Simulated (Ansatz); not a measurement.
**Ligand exchange: C3H7ClSn + GaH2(CH3) → C2H5ClSn + GaH(CH3)2**

Species: C3H7ClSn `C[CH](C)[Sn][Cl]`, singlet; GaH2(CH3), singlet; C2H5ClSn `C[CH2][Sn][Cl]`, singlet; GaH(CH3)2, singlet. The partners trade CH3 for H: C–CH3 and Ga–H bonds give way to C–H and Ga–CH3.

Shapes, held fixed at every level: PBE0-D4/def2-TZVP. Flexible molecules stand in one conformer, not always the lowest. Programs: Ansatz 0.2.0. Electronic energies: no zero-point or thermal term.

| level | kind | ΔE (kJ/mol) | less CCSD(T)/def2-TZVPP | CPU time (sum over the molecules) |
| --- | --- | --- | --- | --- |
| HF/def2-SVP | Hartree–Fock | -28.9 | +6.4 | – |
| SPW92/def2-TZVPP | LDA | -29.1 | +6.2 | 18 s |
| B3LYP-D4/def2-TZVPP | global hybrid | -34.4 | +0.9 | 62 s |
| BHLYP-D4/def2-TZVPP | global hybrid | -33.8 | +1.5 | 43 s |
| PBE0-D4/def2-TZVPP | global hybrid | -34.4 | +0.9 | 40 s |
| wB97M-V/def2-TZVPP | range-separated hybrid | -35.0 | +0.3 | 2.6 min |
| CCSD(T)/def2-TZVPP | coupled cluster or CI | -35.3 | 0.0 | 45 min |

The highest level, CCSD(T)/def2-TZVPP, gives ΔE = -35.3 kJ/mol; the levels span -35.3 to -28.9. The column of differences is taken from that level and isn't an error. No measured value is set beside it here. For atoms past krypton def2 sets carry core potentials with scalar relativity. Relativity is left out for Ga. Outer-core shells of Ga, Sn are correlated, in sets that cover them unevenly. Times are processor times on shared x86 and Arm servers, and rough.

Every level puts the exchange downhill, with methyl ending up on gallium and hydrogen on carbon; the coupled-cluster value is -35.3 kJ/mol. The preference probably reflects bond polarity. Gallium is electropositive and gains from binding the more electronegative methyl carbon in place of hydride, while carbon gives up a nearly nonpolar C–C bond for a stronger C–H bond. The loss of branching next to tin should work against this, but evidently doesn't outweigh it. The tin centre remains a divalent alkyl chloride throughout, so much of its electronic description should cancel.

The hybrids all lie close to coupled cluster, and their small spread suggests that the energy depends little on the share of exact exchange. Hartree–Fock and LDA both make the reaction less exothermic by similar amounts, but this likeness needn't have a common origin: the Hartree–Fock shift combines missing correlation with a smaller basis. The results support a thermodynamic preference in electronic energy for these conformers, but say nothing about the barrier to exchange.
